Can a crystal relax until almost no pressure is left and still end up with the wrong shape? It can, when too few electron wavevectors, or k points, are sampled: the atoms then settle at the minimum of a distorted energy. In this InSe2 cell a single k point stretches the edges by 10 % or more relative to the densest mesh. Even between two respectable meshes the long edge $c$ still shifts by about 1 %, while the volume hardly moves.

InSe2 (P4/nmm, 6 atoms per cell) computed with Ansatz 0.2.0: scalar-relativistic PBE without dispersion correction or spin polarisation, PAW set soft_2, 420 eV plane-wave cutoff, Gaussian smearing of 0.1 eV. Cell and atoms are relaxed to zero pressure on Γ-centred k meshes. Volume change is relative to the common starting cell (24.34 Å³ per atom).

| k mesh | volume per atom (Å³) | volume change (%) | length a (Å) | length c (Å) |
| --- | --- | --- | --- | --- |
| 1x1x1 | 33.87 | 39.17 | 4.281 | 11.091 |
| 2x2x1 | 23.54 | -3.30 | 4.046 | 8.627 |
| 4x4x1 | 24.32 | -0.09 | 3.903 | 9.577 |
| 4x4x2 | 24.68 | 1.40 | 3.902 | 9.726 |
| 6x6x2 | 24.49 | 0.62 | 3.867 | 9.827 |
| 6x6x4 | 24.46 | 0.50 | 3.865 | 9.823 |
| 10x10x4 | 24.51 | 0.72 | 3.887 | 9.733 |

The final pressure is no warning, since it stays within about 0.02 GPa of zero in every row. The pressure at the first step, in the common starting cell, tells more. It is 15.7 GPa with one k point and −0.25 GPa with the 6x6x4 mesh. The same atoms in the same cell are pushed apart in one calculation and not in the other, so the 39 % expansion of the first row comes from the sampling.

The cause lies in how a mesh treats distant cells. With $n$ points along an edge, starting from $k=0$, a cell's $n$th neighbour is treated as if its electron waves were always in phase with those of the cell itself. The mesh thus imposes a repeat length of $n$ times the edge, and couplings that reach this far are counted wrongly. The first row has a repeat length of only about 4 Å in the plane, roughly one and a half times the shortest In–Se distance in the starting cell.

A band that couples neighbouring cells along $c$ shows the error in its simplest form. Its energy is $E(k)=E_0-2t\cos(kc)$, where $E_0$ is the band centre and $t$ the strength of the coupling. If the band is full, the cosine averages to zero over all $k$, so the coupling gives no net bonding. A mesh with only $k=0$ gives $E_0-2t$ instead, which is a false bond for positive $t$. Adding the point $k=\pi/c$ gives the average $[(E_0-2t)+(E_0+2t)]/2=E_0$, and the false bond is gone.

The step from 4x4x1 to 4x4x2 makes just this change. The edge $c$ grows by 0.149 Å, $a$ stays put within 0.001 Å, and the energy rises by 0.23 eV per cell. Too short a $c$ and too low an energy are what a false bond along $c$ would produce. The agreement supports this reading without proving it, because the bands here are not all full. Nor does the model give the sign in every case: the first row also has one point along $c$, yet its $c$ is far too long.

Partly filled bands are the harder problem. Every row but the first is metallic, and the gap of 0.78 eV in the first row is a spacing of levels at the single point sampled, which cannot establish a band gap. In a metal the occupation drops steeply at the Fermi surface, and a coarse mesh catches states on either side of it unevenly. The runs fit this picture: the entropy term of the smeared occupations, which comes from levels near the Fermi energy, is 0.023 eV per cell with the 4x4x2 mesh, 0.008 eV with 6x6x4 and 0.015 eV with 10x10x4. A refinement can therefore change the weight of the filled states, and with it the forces along both edges. In an insulator with a wide gap the bands are full or empty at every $k$, distant couplings die out fast, and a modest mesh usually suffices.

This is how a convergence test can mislead. Between 6x6x2 and 6x6x4 both edges change by only a few thousandths of an ångström and the energy by less than 0.001 eV per cell, which looks like success. But that test refined only the sampling along $c$. When the mesh in the plane is refined to 10x10x4, $c$ falls by 0.090 Å and $a$ rises by 0.022 Å.

The volume conceals this shift. The two in-plane edges add 1.1 % to it and $c$ takes away 0.9 %, which leaves a change of 0.2 %. Nor do the edges close in steadily: $c$ on the 4x4x2 mesh lies within 0.007 Å of the densest mesh, while the finer 6x6x4 mesh is off by 0.090 Å. One close match can thus be luck. Closeness to the starting volume is no better guide: 4x4x1 comes nearest to it, with a $c$ that is 0.156 Å shorter than on the densest mesh.

In practice, $a$ and $c$ should be followed separately, and the mesh refined in the plane and along $c$ in separate steps. Similar repeat lengths in all directions are a sensible start; 10x10x4 reaches about 39 Å both ways. A cheap check is to recompute the stress of the relaxed cell on a denser mesh, component by component, since a mean pressure can hide a pull along one edge and a push along another. That check is still due for 10x10x4, which is the densest mesh here and not a proven limit. A denser mesh would not mend an error of the functional either: PBE without a dispersion correction can misplace weakly bound parts of a crystal, and $c$ may carry such an error in every row.

The output below lists each row's differences from 10x10x4 and its repeat lengths.

Numerical output:

```
Difference from the 10x10x4 row:
      row  a in angstrom  c in angstrom  volume in %  energy in eV per cell
    1x1x1          0.394          1.358        38.19                  3.125
    2x2x1          0.159         -1.106       -3.958                 0.2321
    4x4x1          0.016         -0.156      -0.7752                -0.2167
    4x4x2          0.015         -0.007       0.6936                 0.0168
    6x6x2          -0.02          0.094      -0.0816                -0.0092
    6x6x4         -0.022           0.09       -0.204                -0.0087
  10x10x4              0              0            0                      0
Repeat length that the mesh imposes:
      row  in the plane in angstrom  along c in angstrom
    1x1x1                     4.281                11.09
    2x2x1                     8.092                8.627
    4x4x1                     15.61                9.577
    4x4x2                     15.61                19.45
    6x6x2                      23.2                19.65
    6x6x4                     23.19                39.29
  10x10x4                     38.87                38.93
1x1x1, a above 10x10x4 in %: 10.14
1x1x1, c above 10x10x4 in %: 13.95
First-step pressure with 1x1x1 in GPa: 15.73
First-step pressure with 6x6x4 in GPa: -0.2475
Largest final pressure of any row in GPa: 0.02121
From 4x4x1 to 4x4x2, change of a in angstrom: -0.001
From 4x4x1 to 4x4x2, change of c in angstrom: 0.149
From 4x4x1 to 4x4x2, change of energy in eV per cell: 0.2335
From 6x6x2 to 6x6x4, change of a in angstrom: -0.002
From 6x6x2 to 6x6x4, change of c in angstrom: -0.004
From 6x6x2 to 6x6x4, change of energy in eV per cell: 0.0005
From 6x6x4 to 10x10x4, change of a in angstrom: 0.022
From 6x6x4 to 10x10x4, change of c in angstrom: -0.09
From 6x6x4 to 10x10x4, part of the volume change from both in-plane edges in %: 1.135
From 6x6x4 to 10x10x4, part of the volume change from c in %: -0.9204
From 6x6x4 to 10x10x4, whole volume change in %: 0.2042
```
